How far to sum: d levels at Γ in copper

Each level is Ed plus a sum of two-centre elements over neighbours. A bond with direction cosines l, m, n gives
E(xy,xy) = 3l²m²Vσ + (l²+m²−4l²m²)Vπ + (n²+l²m²)Vδ,
E(3z²−r²,3z²−r²) = [n²−(l²+m²)/2]²Vσ + 3n²(l²+m²)Vπ + ¾(l²+m²)²Vδ.
Nearest neighbours give, relative to Ed,
fcc: Γ25′ = 3Vσ+4Vπ+5Vδ, Γ12 = 3Vσ/2+6Vπ+9Vδ/2
bcc: Γ25′ = 8Vσ/3+16Vπ/9+32Vδ/9, Γ12 = 16Vπ/3+8Vδ/3

Question: Do zone-boundary levels fix the integrals?
In fcc, yes. Γ25′−X3 = 8Vπ+8Vδ, Γ12−X2 = 3Vσ+4Vπ+9Vδ and Γ25′−X5 = 6Vσ+4Vπ+6Vδ have determinant 192. At bcc H all eight phases are −1, so H mirrors Γ and only two combinations emerge.

What does stopping at one shell cost? Take canonical hopping, (Vσ,Vπ,Vδ) = (−6,4,−1)β(d/R)⁵, with d the nearest-neighbour distance and β = 50 meV assumed for copper. Averaged over xy, yz, zx, a bond gives (35/6)(Q−3/5)β(d/R)⁵, Q = l⁴+m⁴+n⁴. The block is traceless, so Γ12 = −(3/2)Γ25′. With lengths in a/2 (d² = 2, cell volume 2),
Δ = Γ12−Γ25′ = (175/12)βS, S = Σ′(3/5−Q)(2/R²)^(5/2).
One shell gives Δ = 875 meV.

For the exact S, note that R⁴(3/5−Q) is a harmonic polynomial. Write R⁻⁹ = ∫t^(7/2)exp(−tR²)dt/Γ(9/2), split at t = η, and Poisson-transform the part t < η:
S = Σ′(3/5−Q)(2/R²)^(5/2)Γ(9/2,ηR²)/Γ(9/2) + 2^(5/2)(2π³/105)Σ′μ(3/5−Q)exp(−π²μ/4η),
with G = π(h,k,l), all odd or all even, μ = G²/π², and Q taken along G. This Ewald form holds for any η. At η = 2, S = 0.61327+0.29898 = 0.91225, so the model's splitting is 665.2 meV.

Work to build H(k) is counted in lattice vectors N, each one exponential and 15 independent block elements; cached blocks take memory ∝ N.

Method A cuts at Rc, with N ≈ 2πRc³/3. Outside Rc the angular integral vanishes, leaving O(Rc²) cells cut by the sphere, each of weight Rc⁻⁵. The error is O(Rc⁻³) = O(1/N), erratic in sign.

Method B truncates both Ewald sums at exponent x = ηRc² = Gc²/4η. Then N ≈ x^(3/2)[2π/(3η^(3/2)) + 8η^(3/2)/(3π²)], least at η = π/4^(1/3) = 1.98, where N ≈ 1.50x^(3/2). Up to powers, the error falls as exp[−(N/1.50)^(2/3)].

Error in Δ (meV), whole shells, η = 2:
A: N   error  |  B: real+reciprocal   error
12   +209.8  |  12+8 = 20   +187.2
18   −99.5   |  12+14 = 26   +19.0
42   +12.7   |  18+14 = 32   −1.65
54   +40.1   |  18+26 = 44   −0.44
78   −28.8   |  42+26 = 68   +0.043
86   −11.2   |
134   +15.8  |

The cheapest choices are A12 for 250 meV, A18 narrowly for 100 meV, B26 for 20 meV, B32 for 2 meV and B68 for 0.1 meV. In the table N×|error| of A peaks at 2.5 eV; if that envelope persists, a safe 1 meV takes about 2.5×10³ vectors. The best buys are A18 within 20 vectors, B44 within 50 and B68 within 70.

Question: Reciprocal blocks must be rebuilt at each k. Is the count fair?
Count them double and B26 costs 40, level with A42, whose small error is a cancellation that the next shell undoes. The picks at 2 meV and below survive.

Question: And a supercell of M atoms?
A stores 25MN sparse entries, B a dense 25M². Dense diagonalisation costs ∝ M³ either way; linear-scaling solvers need A.

Question: Is a meV meaningful for copper?
No. Spin-orbit coupling, typically ξ ≈ 0.1 eV, splits Γ25′ by 3ξ/2 = 0.15 eV in first order, comparable to the one-shell error. B also relies on the pure R⁻⁵ law; fitted integrals absorb distant shells and call for A.